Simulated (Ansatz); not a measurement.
# Spin moment and magnetic energy of fcc Pd against cell volume with r2SCAN

Palladium metal is a paramagnet that sits close to ferromagnetism, so a modest change in the spacing of its atoms might tip the balance. How do its moment and magnetic energy respond when the cell is expanded or compressed? The answer bears on Pd layers in magnetic multilayers, where a neighbouring lattice strains the metal and a ferromagnet next to it induces a moment. We scale the fcc cell uniformly and follow the spin moment with r2SCAN. Relative volume is counted from the measured cell, and the magnetic energy from the run without spin polarisation at the same size, so a negative value favours the ferromagnet.

## Set-up

Pd (fcc): the measured cell (COD); 1 atom in the cell. Ansatz 0.2.0, plane waves with default PAW data sets, r2SCAN, collinear spins without spin-orbit coupling, cutoff 300 eV, 18x18x18 k-points, Fermi-Dirac smearing of 0.1 eV. At each size three self-consistent runs are made at fixed fractional positions, mesh and cutoff: from typed moments, from small moments and without spin polarisation.

Notes on method and selection:

- Each run ends in the state reached from its start, which may not be the lowest.
- Atomic spheres keep their radius, so sphere moments at unlike sizes cover unlike shares of space.
- With one magnetic atom in the cell, the moments of that atom in all cells can only lie parallel.
- Series are tabled only where the moment changes by over 0.1 muB, does not fall as the cell grows and the magnetic energy runs without jumps.
- Runs that did not converge, have known faults or may not be shown are not listed, and runs on Ansatz's PAW sets soft_1 and soft_2 are kept to separate tables.

Columns:

- relative volume: volume of the cell over its starting value, all lengths scaled alike.
- shortest distance (Å): shortest interatomic distance.
- state: final state of that run.
- largest local moment (μB): largest spin moment inside an atomic sphere, in the lower of the two spin-polarised runs.
- net moment (μB/cell): net spin moment of the cell in that run, size.
- magnetic energy (meV/atom): free energy of that run less that of the run without spin polarisation at the same size.
- energy of strained cell (meV/atom): free energy of that strained cell less the lowest in the table; its curvature gives the bulk modulus (equation of state).

Input lines of one member:

```
magnetization:
  spin_polarized: true
kpoints:
  mp_grid: { grid: [18, 18, 18] }
hamiltonian:
  xc: r2scan
scf:
  occupations: { method: fermi_dirac, width: 0.1 }
  max_iter: 120
  convergence: { dr2_threshold: 1.0e-08 }
basis:
  ecutwfc: 300.0
  stress: true
```

Command (options for logging and memory left out): `ansatz run input.yaml --threads 1`

## Computed values

| member | relative volume | shortest distance (Å) | state | largest local moment (μB) | net moment (μB/cell) | magnetic energy (meV/atom) | energy of strained cell (meV/atom) |
| --- | --- | --- | --- | --- | --- | --- | --- |
| relative volume 0.8 | 0.80 | 2.555 | non-magnetic | 2.69×10⁻⁵ | 2.56×10⁻⁵ | 0.00 | 636.8 |
| relative volume 0.85 | 0.85 | 2.608 | non-magnetic | ? | ? | ? | ? |
| relative volume 0.9 | 0.90 | 2.658 | non-magnetic | 8.19×10⁻⁴ | 7.80×10⁻⁴ | 0.00 | 135.2 |
| relative volume 0.95 | 0.95 | 2.706 | ferromagnetic | 0.2381 | 0.2264 | −0.46 | 34.1 |
| relative volume 1 | 1.00 | 2.753 | ferromagnetic | 0.3174 | 0.3009 | −1.74 | 0.0 |
| relative volume 1.05 | 1.05 | 2.798 | ferromagnetic | 0.3531 | 0.3339 | −3.15 | 8.9 |
| relative volume 1.1 | 1.10 | 2.842 | ferromagnetic | 0.3743 | 0.3529 | −4.52 | 53.3 |
| relative volume 1.16 | 1.16 | 2.892 | ferromagnetic | 0.3901 | 0.3667 | −6.05 | 137.1 |

Cells marked ? are withheld until the estimate has been made.

## What drives the series

The cells at relative volumes 0.80 and 0.90 are non-magnetic, and those from 0.95 upwards are ferromagnetic. Among the latter the net moment rises quickly at first and then levels off. Its slope is (0.3009 − 0.2264) / 0.05 = 1.49 μB per unit of relative volume between the rows at 0.95 and 1.00, but only (0.3667 − 0.3529) / 0.06 = 0.23 between those at 1.10 and 1.16.

Band theory offers an explanation for both parts, though the table holds no density of states to test it. Expansion weakens the overlap of the 4d orbitals, narrows the d band and raises the density of states at the Fermi level. To leading order the magnetic energy is (m²/4)(1/N − I), with m the moment, N the density of states per spin and I the exchange parameter; a moment forms once I·N exceeds 1. The levelling off fits the small number of d holes in Pd, roughly 0.4 per atom, which limits the moment that the d band can carry.

The magnetic energy keeps falling while the moment levels off, from −0.46 meV/atom at 0.95 to −6.05 at 1.16. Divided by the squared net moment it goes from −0.46 / 0.2264² = −9.0 to −6.05 / 0.3667² = −45 meV/μB², as expected if the band cost of a given moment shrinks in the wider cells.

These energies hardly affect the size of the crystal. Around the measured volume the magnetic energy has a slope of (−3.15 + 0.46) / 0.10 = −26.9 meV per unit of relative volume, against a curvature of the total energy of (34.1 + 8.9) / 0.05² = 17200 meV. Magnetism thus expands the cell by about 26.9 / 17200 = 0.0016, or 0.2 % in volume.

The ferromagnetism at the measured volume is an error of the level of theory, since real Pd has no spontaneous moment. r2SCAN is known to overstate magnetism in itinerant metals, so the volume at which the moment appears here should not be carried over to the real metal.

## A prediction

Plain estimates from the members shown:

- relative volume 0.85, straight-line interpolation between relative volume 0.8 and relative volume 0.9: w = (0.85 − 0.80) / (0.90 − 0.80) = 0.500, so 2.69×10⁻⁵ + 0.500 × (8.19×10⁻⁴ − 2.69×10⁻⁵) = 4.23×10⁻⁴ μB

The cell at 0.85 ended non-magnetic, as did its neighbours on both sides, so its sphere moment should be a remnant of the starting moment left when self-consistency was reached. The ferromagnetic rows have no bearing on its size.

Such a remnant shrinks roughly by a factor in each cycle, and it tends to shrink more slowly near the magnetic instability, where the spin response is strong. That agrees with the larger remnant at 0.90 than at 0.80. For a quantity that decays by factors, interpolation of the logarithm is more suitable than the straight line. Halfway between the two rows it gives the geometric mean, √(2.69×10⁻⁵ × 8.19×10⁻⁴) = 1.48×10⁻⁴ μB.

With only two non-magnetic rows shown, the route cannot be tried on a third. We therefore take the error from its distance to the straight-line value, 4.23×10⁻⁴ − 1.48×10⁻⁴ = 2.75×10⁻⁴ μB, rounded to 0.0003. The exact remnant also depends on the cycle at which the run stopped. The lower part of the error bar has no physical meaning, because the column gives a size. Within this error the estimate is zero, and a moment as large as those of the ferromagnetic rows would contradict the listed state.

**Committed estimate, relative volume 0.85: largest local moment = 0.0001 ± 0.0003 μB.**

## Result

| member | relative volume | shortest distance (Å) | state | largest local moment (μB) | net moment (μB/cell) | magnetic energy (meV/atom) | energy of strained cell (meV/atom) |
| --- | --- | --- | --- | --- | --- | --- | --- |
| relative volume 0.85 | 0.85 | 2.608 | non-magnetic | 1.48×10⁻⁴ | 1.41×10⁻⁴ | 0.00 | 324.7 |

| member | estimate | largest local moment (μB) | computed | estimate − computed | miss in error bars |
| --- | --- | --- | --- | --- | --- |
| relative volume 0.85 | committed | 1.00×10⁻⁴ | 1.48×10⁻⁴ | −4.80×10⁻⁵ | 0.2 |
| relative volume 0.85 | interpolation | 4.23×10⁻⁴ | 1.48×10⁻⁴ | +2.75×10⁻⁴ |  |

The computed 1.48×10⁻⁴ μB lies within the error bar of the estimate, 0.0001 ± 0.0003 μB, and 4.80×10⁻⁵ μB above its centre. The straight-line interpolation missed by 2.75×10⁻⁴ μB, almost six times as much. To the digits shown, our whole miss comes from rounding, since the geometric mean before rounding was 1.48×10⁻⁴ μB. The hit depends, however, on which run is tabled. The row shows the run from small moments. The run from typed moments also ended non-magnetic, at practically the same energy, but its remnant is several times larger and lies beyond the upper end of our error bar. The bar was therefore too narrow to cover the spread between two starts.

Interpolating the logarithm did well here, but the close agreement is luck: among the runs from typed moments the straight line comes closer than the geometric mean. Our reason for choosing the logarithm, a starting moment that shrinks by a factor in each cycle, does not hold up either. Most of the remnants point opposite to the moments that the same kinds of start gave in the ferromagnetic cells, so the moment seems to have passed through zero on the way and not simply to have faded. From both starts the remnant grows with the volume, but its size depends on the start and on when each run stopped. It is a mark of convergence and not a property of Pd. Physically the moment at 0.85 is zero, and the result adds nothing on the size of the moment in the ferromagnetic cells.

## Where the trend breaks

No row stands out from the series. In each ferromagnetic row the sphere moment exceeds the net moment, so the space outside the sphere carries a small spin polarisation of opposite sign. The large step in the sphere moment between 0.90 and 0.95, 0.2381 − 0.0008 = 0.2373 μB, marks the onset of ferromagnetism, near which a moment is expected to rise steeply. From 0.95 upwards the magnetic energy falls evenly, by 25.5 to 28.2 meV/atom per unit of relative volume between neighbouring rows.

## Closing remarks

With r2SCAN and a Fermi-Dirac smearing of 0.1 eV the listed cells are non-magnetic from 0.80 to 0.90 and ferromagnetic from 0.95 to 1.16. The smearing is an important limit. Its width is many times the largest magnetic energy in the table, 6.05 meV/atom, and it spreads the occupations over a range in which the density of states of Pd changes steeply. The tabled free energies also include the electronic entropy at this width. All rows share the one width, so the onset, the moments and the magnetic energies are established for it alone. The same goes for the energies per squared moment and the expansion of 0.2 % that we derived from them without naming this limit. Straight-line interpolation between neighbours puts the net moment too low by 0.021 μB at 1.00 and 0.007 μB at 1.05, but by 0.2264 − (0.0008 + 0.3009) / 2 = 0.076 μB at 0.95, next to the onset.

The compression that removes the moment can be put as a range of pressure. The starting volume is 2.753³ / √2 = 14.75 Å³ per atom. From the energies of the rows on either side, the pressure is about (135.2 − 0.0) / (0.10 × 14.75) = 91.7 meV/Å³ at 0.95, where the cell is still ferromagnetic, and (324.7 − 34.1) / (0.10 × 14.75) = 197 meV/Å³ at 0.90, where it is not. With 1 eV/Å³ equal to about 160 GPa, these are 91.7 × 160 / 1000 = 15 GPa and 197 × 160 / 1000 = 32 GPa. The moment vanishes somewhere between the two, and the table does not show where. The low cutoff may shift both pressures, and the smearing may move the onset itself. The range describes the r2SCAN ferromagnet, not real Pd.

Of the omitted physics, spin fluctuations probably matter most. They work against the ordered moment and could remove all of it at the measured volume, roughly 0.3 μB.

[Logs are printed without paths, hosts, clocks, repeated set-up lines and the standing remarks that a program may print on its own settings, such as how far it seeks lower states.]
